# Fermi pseudopotential, and bound versus free scattering length

## 1. Premises and conventions

The neutron has mass $m$, lab wave vector $\mathbf k$ and energy $E=\hbar^2k^2/2m$, with $\hbar^2/2m=2.072$ meV Å$^2$. The nucleus has mass $M=Am$, so $A$ is a mass ratio. The reduced mass is $\mu=mM/(m+M)$, which gives $\mu/m=A/(A+1)$. Lengths are in fm or Å, cross sections in barn (1 b = 100 fm$^2$). The scattered wave is $f\,e^{i\kappa\rho}/\rho$, and a hard sphere has a positive scattering length. I assume:

1. Nonrelativistic motion.
2. The neutron-nucleus force is a potential $v(\rho)$ in the separation $\boldsymbol\rho=\mathbf r-\mathbf R$, strong, and zero beyond a radius $R_0$ of a few fm. Spin enters in section 6.
3. The neutron wavelength and the vibration amplitude $u$ of the nucleus are much larger than $R_0$ and than the scattering length.
4. No absorption and no resonance nearby, so scattering lengths are real constants.

## 2. The two-body problem

For an isolated pair the centre of mass separates, and the relative motion has mass $\mu$ and wave number $\kappa$. A partial wave $l$ has phase shift of order $(\kappa R_0)^{2l+1}$, so I keep $l=0$. Write $\psi=\chi(\rho)/\rho$. The interior solution with $\chi(0)=0$, $\chi'(0)=1$ is analytic in $\kappa^2$, and so is $\Lambda(\kappa^2)=\chi'/\chi$ at $R_0$, away from zeros of $\chi$. Outside, $\chi\propto\sin(\kappa\rho+\delta)$. Matching gives $\kappa\cot(\kappa R_0+\delta)=\Lambda$, and the addition formula for the cotangent turns this into

$$\kappa\cot\delta=\frac{\Lambda\cos\kappa R_0+\kappa\sin\kappa R_0}{\cos\kappa R_0-\Lambda\sin(\kappa R_0)/\kappa}=-\frac1a+\tfrac12 r_0\kappa^2+\dots \tag{1}$$

The middle expression is even in $\kappa$. Its value at $\kappa=0$ gives $a=R_0-1/\Lambda(0)$, and the next term defines the effective range $r_0$. The s-wave amplitude is

$$f=\frac{e^{2i\delta}-1}{2i\kappa}=\frac1{\kappa\cot\delta-i\kappa}=-\frac{a}{1+i\kappa a-\tfrac12 r_0a\kappa^2+\dots}. \tag{2}$$

So $f=-a$ is the limit $\kappa\to0$ of the exact amplitude. I call $a$ the free scattering length. It belongs to the centre-of-mass frame, where scattering is isotropic and $\sigma=4\pi a^2$.

The Born approximation cannot be applied to $v$ itself. Take a square well with assumed depth 35 MeV and assumed radius 2 fm for neutron and proton. Then $\hbar^2/2\mu=41.47$ MeV fm$^2$, the interior wave number is $K=0.919$ fm$^{-1}$ and $KR_0=1.84$. With $\Lambda(0)=K\cot KR_0$ the exact length is $a=R_0-\tan(KR_0)/K=5.99$ fm. The Born value is $(2\mu/\hbar^2)\int v\rho^2d\rho=-K^2R_0^3/3=-2.25$ fm, which has the wrong sign. The wave is strongly distorted inside the well, yet outside it differs from the incident wave only by the small term $a/\rho$. Fermi's idea (1936) uses the second fact.

## 3. From boundary condition to pseudopotential

Drop $r_0$ in (1). The exterior solution, continued to $\rho=0$, has $\chi'(0)/\chi(0)=\kappa\cot\delta=-1/a$. I replace $v$ by this condition. Since $\nabla^2(1/\rho)=-4\pi\delta(\boldsymbol\rho)$,

$$\nabla^2\frac{\chi}{\rho}=\frac{\chi''}{\rho}-4\pi\chi(0)\,\delta(\boldsymbol\rho)=-\kappa^2\psi+4\pi a\,\delta(\boldsymbol\rho)\,\chi'(0).$$

With $\chi'(0)=[\partial_\rho(\rho\psi)]_0$, multiplication by $-\hbar^2/2\mu$ gives a Schrödinger equation with the operator

$$\hat V=\frac{2\pi\hbar^2a}{\mu}\,\delta(\boldsymbol\rho)\,\partial_\rho\,\rho . \tag{3}$$

This can be solved in closed form. Insert $\psi=e^{i\boldsymbol\kappa\cdot\boldsymbol\rho}+fe^{i\kappa\rho}/\rho$. The s-wave part of $\rho\psi$ is $\sin(\kappa\rho)/\kappa+fe^{i\kappa\rho}$, so $\chi(0)=f$ and $\chi'(0)=1+i\kappa f$. The condition $f=-a(1+i\kappa f)$ gives $f=-a/(1+i\kappa a)$, which is (2) with $r_0=0$. The series in $a$ runs in powers of $\kappa a$, whatever the depth of the true well.

In first order $\hat V$ acts on the unperturbed wave. That wave is regular at the origin, where $\partial_\rho(\rho\psi)\to\psi(0)$. To this order (3) is the plain contact potential $(2\pi\hbar^2a/\mu)\,\delta(\boldsymbol\rho)$, and the Born formula gives

$$f_B=-\frac{\mu}{2\pi\hbar^2}\int e^{i\mathbf Q\cdot\boldsymbol\rho}\,\frac{2\pi\hbar^2a}{\mu}\,\delta(\boldsymbol\rho)\,d^3\rho=-a .$$

The plain delta must not be iterated. Smear it into a normalised Gaussian $g$ of standard deviation $\ell$ per axis. At zero energy $\psi(\boldsymbol\rho)=1-a\int g\psi/|\boldsymbol\rho-\boldsymbol\rho'|\,d^3\rho'$, and the coefficient of $-1/\rho$ far away is $a_{\rm eff}=a\int g\psi$. One iteration gives $a_{\rm eff}=a-a^2\langle1/|\boldsymbol\rho-\boldsymbol\rho'|\rangle$. The difference vector is Gaussian with variance $2\ell^2$ per axis, so the average is $1/(\sqrt\pi\,\ell)$. The second term diverges as $\ell\to0$, and it is small for $|a|\ll\ell$. A window $|a|\ll\ell\ll1/\kappa$ exists when $\kappa|a|\ll1$; there a wide, shallow potential is both weak and effectively a point. The operator $\partial_\rho\rho$ removes the divergent piece, because it annihilates $1/\rho$.

## 4. A nucleus in an environment

Let the nucleus be held by a chemical potential $U$:

$$H=-\frac{\hbar^2}{2m}\nabla_r^2-\frac{\hbar^2}{2M}\nabla_R^2+U(\mathbf R,\dots)+v(\mathbf r-\mathbf R)+\dots$$

The dots stand for the other atoms. With $\boldsymbol\rho=\mathbf r-\mathbf R$ and $\mathbf C=(m\mathbf r+M\mathbf R)/(m+M)$ the cross terms cancel, and the two kinetic operators become

$$-\frac{\hbar^2}{2\mu}\nabla_\rho^2-\frac{\hbar^2}{2(m+M)}\nabla_C^2 .$$

Consider $\rho\ll u$. There $U$ hardly depends on $\boldsymbol\rho$, and the equation in $\boldsymbol\rho$ is the free two-body equation with an available energy of eV or less, that is a local $\kappa^2$ of order $1/u^2$ or $k^2$. By (1) this shifts $-1/a$ by a fraction of order $r_0|a|\kappa^2/2$, negligible as section 9 shows. The many-body wave function therefore behaves as $1/\rho-1/a$ times a function of the remaining coordinates, with the same $a$ as the isolated pair. The delta term comes from $\nabla_\rho^2$ acting on $1/\rho$, and that operator carries the prefactor $\hbar^2/2\mu$. So (3) holds in any environment, with the reduced mass of neutron and bare nucleus. The strength $2\pi\hbar^2a/\mu$ is the invariant. I rewrite it with the neutron mass, which defines $b$:

$$V(\mathbf r)=\frac{2\pi\hbar^2}{m}\,b\,\delta(\mathbf r-\mathbf R),\qquad b=\frac{m}{\mu}\,a=\frac{A+1}{A}\,a. \tag{4}$$

Equivalently $a=bA/(A+1)$. It remains to show what $b$ means.

## 5. Cross sections from the golden rule

Normalise neutron plane waves in a box $L^3$, let the target go from state $\lambda$ to $\lambda'$, and set $\mathbf Q=\mathbf k-\mathbf k'$. The matrix element of (4) is $L^{-3}(2\pi\hbar^2b/m)\langle\lambda'|e^{i\mathbf Q\cdot\mathbf R}|\lambda\rangle$. The number of final states is $L^3d^3k'/(2\pi)^3$, with $d^3k'=(mk'/\hbar^2)\,dE'd\Omega$, and the incident flux is $\hbar k/mL^3$. The rate $(2\pi/\hbar)|\dots|^2\delta(\dots)$ times the states, divided by the flux, loses all constants:

$$\frac{d^2\sigma}{d\Omega\,dE'}=b^2\,\frac{k'}{k}\sum_{\lambda'}\left|\langle\lambda'|e^{i\mathbf Q\cdot\mathbf R}|\lambda\rangle\right|^2\delta(E-E'+E_\lambda-E_{\lambda'}). \tag{5}$$

**Rigidly bound nucleus.** Let the nucleus be tied to a macroscopic body, with excitation energies above $E$ and $Qu\ll1$. Only $\lambda'=\lambda$ is open, $k'=k$, and the matrix element has modulus one. Then $d\sigma/d\Omega=b^2$, the amplitude is $-b$ with phase referred to the site, and

$$\sigma_b=4\pi b^2 .$$

This is why $b$ is the bound scattering length. The nuclear boundary condition is unchanged, while the recoil is taken by an infinite mass.

**Free nucleus at rest.** The operator $e^{i\mathbf Q\cdot\mathbf R}$ gives the nucleus momentum $\hbar\mathbf Q$ with probability one, and energy $\hbar^2Q^2/2M$. Converting back to $d^3k'$,

$$\sigma_f=\frac{b^2\hbar^2}{mk}\int d^3k'\,\delta\!\left(E-\frac{\hbar^2k'^2}{2m}-\frac{\hbar^2(\mathbf k-\mathbf k')^2}{2M}\right).$$

Shift to $\mathbf k'=\mathbf q+\mathbf k/(A+1)$. The terms linear in $\mathbf q$ cancel, and the final energy is $\hbar^2q^2/2\mu+\hbar^2k^2/2(m+M)$. The difference $E-\hbar^2k^2/2(m+M)$ equals $\hbar^2\kappa^2/2\mu$ with $\kappa=k\mu/m$. The integral is over a sphere in $\mathbf q$ and equals $4\pi\kappa\mu/\hbar^2$. Hence

$$\sigma_f=4\pi b^2\,\frac{\kappa}{k}\,\frac{\mu}{m}=4\pi b^2\left(\frac{A}{A+1}\right)^2=4\pi a^2. \tag{6}$$

The lab calculation with $b$ returns the centre-of-mass result of section 2. One factor $\mu/m$ comes from the smaller relative momentum, the other from the mass in the density of final states.

In the forward direction, on the branch $k'\to k$, $Q$ vanishes and (5) gives $d\sigma/d\Omega=b^2$ even for a free nucleus. For $A=1$ the delta function sets $k'=k\cos\theta$, and $d\sigma/d\Omega=b^2\cos\theta$ for $\theta<\pi/2$, which integrates to $\pi b^2$. The optical potential $(2\pi\hbar^2/m)Nb$ of a medium with number density $N$ is the average of (4), so neutron optics involves $b$ in gases as well as in solids.

## 6. Spin and the numbers for hydrogen

For the proton the s-wave has a triplet channel and a singlet channel, each with its own boundary condition, so (4) holds channel by channel. For unpolarised spins the weights are 3/4 and 1/4. The single-nucleus cross section needs $\overline{b^2}=\tfrac34b_t^2+\tfrac14b_s^2$, while interference and optics need $\bar b=\tfrac34b_t+\tfrac14b_s$.

Typical values of the free lengths are $a_t=5.42$ fm and $a_s=-23.74$ fm. The mass ratio is $A=m_p/m_n=0.99862$, so $\mu/m=0.49966$ and $\sigma_b/\sigma_f=4.0055$. Then

- $b_t=10.85$ fm, $b_s=-47.51$ fm, $\bar b=-3.74$ fm,
- $\sigma_f=\pi(3a_t^2+a_s^2)=20.47$ b,
- $\sigma_b=82.0$ b, of which $4\pi\bar b^2=1.76$ b, or 2 %, is coherent.

These two totals test nothing, since $a_t$ and $a_s$ are commonly extracted from the free cross section and from $\bar b$ by means of (4). If the electron is counted as recoiling with the proton, the ratio becomes 4.0033, lower by 0.05 %. For heavier nuclei the distinction is mild: with typical atomic masses 91.22 u for Zr and 28.09 u for Si, $\sigma_f/\sigma_b$ is 0.978 and 0.932.

## 7. Crossover for an oscillator

To see at which energies each limit is reached, I put the nucleus in a fixed isotropic harmonic well of frequency $\omega$, in its ground state, with $u^2=\hbar/2M\omega$ per axis. Choose one axis along $\mathbf Q$; only that oscillator is excited. With $X=u(c+c^\dagger)$ and $[c,c^\dagger]=1$, $e^{iQX}|0\rangle=e^{-Q^2u^2/2}e^{iQuc^\dagger}|0\rangle$, so the probability of level $n$ is Poissonian,

$$P_n=\frac{x^ne^{-x}}{n!},\qquad x=Q^2u^2=\frac{\hbar^2Q^2/2M}{\hbar\omega}.$$

Let $\epsilon=E/\hbar\omega$. For channel $n\le\epsilon$, $k'/k=\sqrt{(\epsilon-n)/\epsilon}$ and $Ax=2\epsilon-n-2\sqrt{\epsilon(\epsilon-n)}\cos\theta$. Changing variable from $\cos\theta$ to $x$ in (5) cancels the root $\sqrt{\epsilon-n}$:

$$\sigma=\sigma_b\,\frac{A}{4\epsilon}\,S,\qquad S=\sum_{n\le\epsilon}\int_{x_n^-}^{x_n^+}\frac{x^ne^{-x}}{n!}\,dx,\qquad x_n^\pm=\frac{(\sqrt\epsilon\pm\sqrt{\epsilon-n})^2}{A}. \tag{7}$$

For $\epsilon<1$ only $n=0$ is open, and $\sigma=\sigma_b(1-e^{-y})/y$ with $y=4\epsilon/A$. This tends to $\sigma_b$ as $E\to0$.

For $\epsilon\gg1$ the integrand has unit area, peaks at $x=n$ and has width about $\sqrt n$. A term is close to one if $x_n^-<n<x_n^+$ and close to zero otherwise. With $s=\sqrt{1-n/\epsilon}$ the edge is at $(1\pm s)^2=A(1-s^2)$, so $s=|A-1|/(A+1)$ and $n/\epsilon=4A/(A+1)^2$. The condition holds for $n$ below this edge, so $S\to4A\epsilon/(A+1)^2$ and (7) tends to (6).

The leading correction follows from treating the nucleus as free during the collision but moving with its bound-state velocity $\mathbf V$. The rate is proportional to the relative speed, and $\sigma_f$ is independent of it. For $V<v$, with $v$ the neutron speed, the angular average of $|\mathbf v-\mathbf V|$ is $v(1+V^2/3v^2)$, which gives

$$\sigma\simeq\sigma_f\left(1+\frac{\bar K}{3AE}\right), \tag{8}$$

with $\bar K$ the mean kinetic energy of the nucleus, a form due to Placzek (1952). For the oscillator $\bar K=\tfrac34\hbar\omega$ and the correction is $1/(4A\epsilon)$.

For $A=1$ the edge lies at the threshold $n=\epsilon$, so (7) keeps a sawtooth of period one in $\epsilon$. Its mean agrees with (8). Near the edge, with $w=\epsilon-n$ and $z=x-n$, the limits in (7) read $(z-2w)^2\le4\epsilon w$, or $w\ge z^2/4\epsilon$ to leading order, and the mean of $z^2$ is about $\epsilon$. The count of integers from 0 up to $\epsilon-\tfrac14$ averages $\epsilon-\tfrac14+\tfrac12$, so $S$ oscillates about $\epsilon+\tfrac14$.

## 8. Hydrogen in ZrH$_2$

The proton sits on a tetrahedral site among heavy Zr atoms, close to the model above. I use $\hbar\omega=140$ meV, chosen as a typical position of the optical peak. Then $u^2=0.0148$ Å$^2$, $u=0.122$ Å, and the Boltzmann factor for one quantum at 300 K is 0.4 %, so the ground state suffices. Equation (7) with $\sigma_b=82.0$ b gives, per proton:

| $E$ (meV) | $\epsilon$ | $\sigma$ (b) |
|---|---|---|
| 5 | 0.0357 | 76 |
| 25.3 | 0.181 | 58 |
| 100 | 0.714 | 27.0 |
| 140 | 1 | 20.1 |
| 210 | 1.5 | 25.3 |
| 1000 | 7.14 | 21.5 |

These are the model's numbers. The bound value is approached only for cold neutrons; at thermal energy the zero-point motion has already cut it to 58 b. Just below the first threshold the cross section dips under $\sigma_f$, and it rises when $n=1$ opens. At 1 eV eight channels are open, $S=7.51$ and $\sigma/\sigma_f=1.05$. Equation (8) with $\bar K=105$ meV gives the mean trend, a factor 1.035 or 21.2 b. At 10 eV the excess over 20.47 b is 0.35 %. In the real hydride the optical modes form a band and the well is anharmonic, so the higher cusps are rounded and I expect (8) to be the better guide at eV energies.

Equation (8) also applies to hydrogen in amorphous silicon, since an orientational average makes the velocity distribution isotropic. With typical Si-H modes, a stretch at 2000 cm$^{-1}$ (248 meV) and two wags at 640 cm$^{-1}$ (79 meV), each mode contributes $\hbar\omega/4$. The model gives $\bar K=102$ meV and an excess of 3.4 % at 1 eV.

## 9. Range of validity

**Low-energy expansion.** At 1 eV, $k=21.97$ Å$^{-1}$, $\kappa=10.98$ Å$^{-1}$ and $\kappa|a_s|=2.6\times10^{-3}$. By (2) the singlet cross section falls by the fraction $\kappa^2a_s^2+r_0|a_s|\kappa^2$. With a typical singlet range $r_0=2.7$ fm the terms are $6.8\times10^{-6}$ and $0.8\times10^{-6}$. Their sum is linear in $E$ and reaches 1 % at 1.3 keV. The free plateau thus runs from a few eV to about 1 keV. Higher partial waves enter the amplitude at relative order $(\kappa R_0)^2$, smaller still.

**Transfer of the boundary condition.** With local $\kappa^2\sim1/u^2$, the shift in section 4 is $r_0|a_s|/2u^2=2\times10^{-7}$.

**First order only.** The second-order term of (3) is finite, and its relative size is $|b|$ divided by the shortest length over which the wave functions vary, times a coefficient I have not computed. For the singlet channel, $k|b_s|=1.7\times10^{-3}$ at 25.3 meV, where $k=3.49$ Å$^{-1}$, and $|b_s|/u=4\times10^{-3}$. The latter dominates for slow neutrons and sets the digits kept in the table. Rescattering from a neighbour at an assumed 2 Å is of order $2\times10^{-4}$ in amplitude. Multiple scattering in a thick sample is a separate transport problem.

**Absorption, resonances, other forces.** Absorption makes $b$ complex. For hydrogen a typical thermal absorption cross section is 0.33 b, 0.6 % of the model's 58 b. Near a resonance $\Lambda$ varies quickly with energy, and a constant $b$ fails. Electromagnetic interactions of the neutron, chiefly magnetic scattering by unpaired electrons, lie outside (4).

**The oscillator model.** Interference involving protons enters through $\bar b$ alone and is left out, as is scattering by Zr. The host also moves. For an assumed Debye temperature $\Theta=300$ K and a cell mass $M_c$ of 93 u, the classical Debye value $3\hbar^2T/M_ck_B\Theta^2$ at $T=300$ K is 0.005 Å$^2$, about a third of the optical $u^2$. This matters for the strictly elastic intensity. It matters far less for the total, because the lost intensity reappears at small energy transfer. Treating the cell as a free gas particle of mass ratio $A_c=M_c/m$, (6) gives a reduction of 2 %, and (8) with $\bar K=\tfrac32k_BT$ gives an increase $k_BT/2A_cE$ of 3 % at 5 meV. The low-energy entries of the table are uncertain at that level.